Rows 1 to 4 of this table are the softest optical vibrations of LaTiNO₂, a crystal of linked titanium octahedra with lanthanum in the cavities. How low do their frequencies lie, and how strongly do they absorb infrared light? The levels above them, together with the mechanics of such a frame, allow a forecast.

Two properties of a vibration matter here. Its frequency follows from stiffness over mass, so heavy atoms on weak springs vibrate slowly. Its infrared intensity measures the dipole that the motion creates. Opposite charges that move against each other give a strong line, while motions whose dipoles cancel stay dark.

Optical modes of LaTiNO₂ (space group I2₁2₁2₁, 10 atoms in the primitive cell) at the zone centre, without the longitudinal term; each row is a single mode. Computed with Ansatz 0.2.0 by density-functional perturbation theory with PBEsol, at the PBEsol-relaxed geometry. Plane-wave PAW, cutoff 420 eV, k mesh 6×6×6, fixed occupations, no spin polarisation.

```tsv
row	phonon frequency (cm⁻¹)	phonon infrared intensity ((debye/Å)²/amu)
1	?	?
2	?	?
3	?	?
4	?	?
5	133.3	23.2
6	134.3	10.7
7	146.4	44.0
8	148.5	0
9	197.5	34.4
10	226.3	66.9
11	227.1	7.89
12	253.6	0
13	265.9	81.1
14	288.9	0
15	363.2	0.877
16	386.2	0
17	387.8	2.08
18	395.2	0
19	423.2	9.21
20	436.8	6.49
21	457.4	0
22	462.8	11.3
23	489.5	0.092
24	533.1	14.9
25	535.8	19.4
26	581.1	57.4
27	848.4	11.1
```

Rows 5 to 8 form a compact block between 133 and 149 cm⁻¹, with a gap of 49 cm⁻¹ above it. Low frequencies call for large masses or weak forces, and lanthanum, by far the heaviest atom and loosely held in its cavity, offers both. It should therefore take a large part in these motions, though the table doesn't list which atoms move.

Rows 9 to 14 contain the strongest absorption seen so far, 81.1 (debye/Å)²/amu in row 13. Rows 5 to 14 together hold two thirds of the intensity of rows 5 to 27. A likely reason is that slow polar motions shift metal ions against the anions around them, so that many small dipoles add up.

Rows 15 to 23 are weak, none above 11.3 (debye/Å)²/amu. In this range one expects the octahedra to be mostly bent out of shape, with anions that move in opposite directions and cancel much of each other's dipole. Cancellation isn't a law of high frequency, however, as row 26 shows with 57.4. Row 27 stands alone, 267 cm⁻¹ above its neighbour, where one expects light anions stretching the stiff bonds to titanium.

Six of these rows have zero intensity. A vibration that preserves all the twofold axes of the crystal can't create a dipole. In a perovskite frame of this space group every atom sits on such an axis, and the five kinds of site give five silent vibrations. The sixth zero is then an allowed vibration whose dipole happens to be too small to print. The silent set thus seems complete without rows 1 to 4, which are most probably all polar.

The intensities also reveal how much charge moves. Their sum over all vibrations doesn't depend on the springs, only on the masses $m$ (in amu) and the effective charges $Z$ (in units of $e$), which measure the dipole created per displacement:

$$\sum S = 23\sum \frac{Z^2}{m}.$$

Here $S$ is the infrared intensity, the right-hand sum runs over atoms and directions, and 23 converts the units. The formal charges +3, +4, −3 and −2 would give 213, yet rows 5 to 27 alone add up to 401. The effective charges are therefore larger than the formal ones on a mass-weighted average. The likely cause is covalency: when a bond between titanium and an anion changes length, electrons flow along it and enlarge the dipole.

For the frequencies of rows 1 to 4 I use a deliberately plain model. Stiffness over mass gives the square of the frequency, so I assume that these squares are evenly spaced upwards from zero. The frequency $\omega_i$ of row $i$ then follows

$$\omega_i = c\sqrt{i}.$$

A least-squares fit to rows 5 to 8 gives $c = 55.2$ cm⁻¹. For row 2, which took no part in the fit, this means $55.2 \times \sqrt{2} = 78$ cm⁻¹. The error bars are the scatter expected if four squares fell at random below the fifth.

- Row 1: 55 ± 23 cm⁻¹
- Row 2: 78 ± 20 cm⁻¹
- Row 3: 96 ± 16 cm⁻¹
- Row 4: 110 ± 11 cm⁻¹

A rival rule lets the number of levels grow as the cube of the frequency, as for sound waves in a solid. It fits rows 5 to 8 more closely and puts the four levels higher, from 76 to 120 cm⁻¹. I keep the lower forecast because linked octahedra can turn almost freely, which favours soft vibrations. Row 1 could even be imaginary, meaning that the cell would gain energy by distorting. The model can't foresee that.

For the intensity of each row I take the geometric mean of the seven polar levels in rows 5 to 14, about 29 (debye/Å)²/amu. The range is a factor of five either way, from 6 to 140. One more forecast concerns a steady electric field, in which a soft spring yields further than a stiff one. Each vibration then counts with $S/\omega^2$, and rows 1 to 4 together should probably carry more than half of the static ionic response.

The withheld rows as computed:

```tsv
row	phonon frequency (cm⁻¹)	phonon infrared intensity ((debye/Å)²/amu)
1	61.0	0.184
2	66.2	159
3	117.6	31.9
4	129.5	10.4
```

Row 1 lies at 61 cm⁻¹, well within its error bar, but its intensity of 0.184 is far below the forecast range. Row 2, at 66 cm⁻¹, also agrees in frequency, while its intensity of 159 exceeds the upper end of the range. The two softest levels are thus close neighbours in frequency and differ by a factor of almost 900 in intensity. The forecast had treated the slow polar vibrations as one family with a typical strength, and that is where it failed.

A vibration in such a frame can be soft for two quite different reasons. When octahedra turn as nearly rigid units, the bonds to titanium hardly change length, so little force opposes the motion. Anions at opposite corners move in opposite directions, and most of the dipole cancels. Row 1 looks like such a turn, but this is a guess from its softness and its faint line.

The other reason lies in the large effective charges. When titanium shifts against its anions, the short-range repulsion pushes it back, while the electric forces between the dipoles created throughout the crystal pull it further. If the two nearly balance, the vibration is soft because its dipole is large. Such a balance softens the polar vibration of strontium titanate, and it suits row 2, the strongest line of the whole table. The effective charges from the same run support this reading. Lanthanum carries about 4.3 $e$, and if it shifted against a rigid frame, the line would reach only about 15 (debye/Å)²/amu. Along the axis of row 2's dipole, titanium carries 8.3 $e$, twice its formal charge, so a line of 159 points to titanium moving against its anions. The near balance of forces remains an inference.

Rows 3 and 4 reverse the score. Their intensities of 31.9 and 10.4 fall within the range, but their frequencies lie about 20 cm⁻¹ above the forecast, outside both error bars. They belong to the block of rows 5 to 8, which thus has six levels and a gap of about 50 cm⁻¹ on either side. Evenly spaced squares can't describe such a cluster with two separate soft levels below it. The rival rule comes closer for rows 3 and 4 but misses rows 1 and 2 by more, so neither smooth law captures the pattern.

The forecast for the steady field holds: rows 1 to 4 carry 83 % of the static ionic response. It doesn't hold in the way the model supposed, with four contributions of similar kind, because row 2 alone supplies 77 %. A comparison with row 13 shows why. Row 2 has about twice the intensity at a quarter of the frequency, so it counts $2 \times 4^2 = 32$ times as much. Its dipole lies along one crystal axis, where the static dielectric constant is more than eight times as large as along either of the other two.

This dominance also makes the static response delicate. If the frequency of row 2 were a tenth lower, its contribution would grow by nearly a quarter. The frequency of a vibration held by two nearly balanced forces depends strongly on the cell volume, and hence on the density functional that sets it. Besides, PBEsol ran here on atomic datasets made for another functional, PBE. The share of row 2 is therefore less certain than the fact that it dominates.

No frequency in the table is imaginary, so at fixed cell shape the crystal resists every small shift of its atoms against one another that repeats identically from one primitive cell to the next. Shifts with a longer repeat and changes of cell shape that break the symmetry were not examined, and one of them could still lower the energy. Other arrangements of nitrogen and oxygen were not compared either, so this cell needn't be the most stable form.

For a related titanate or oxynitride, a low frequency alone doesn't tell whether a vibration matters in an electric field. One has to ask what makes it soft. A turn of rigid octahedra leaves the field little to pull on, whereas a nearly balanced shift of charged ions responds strongly.
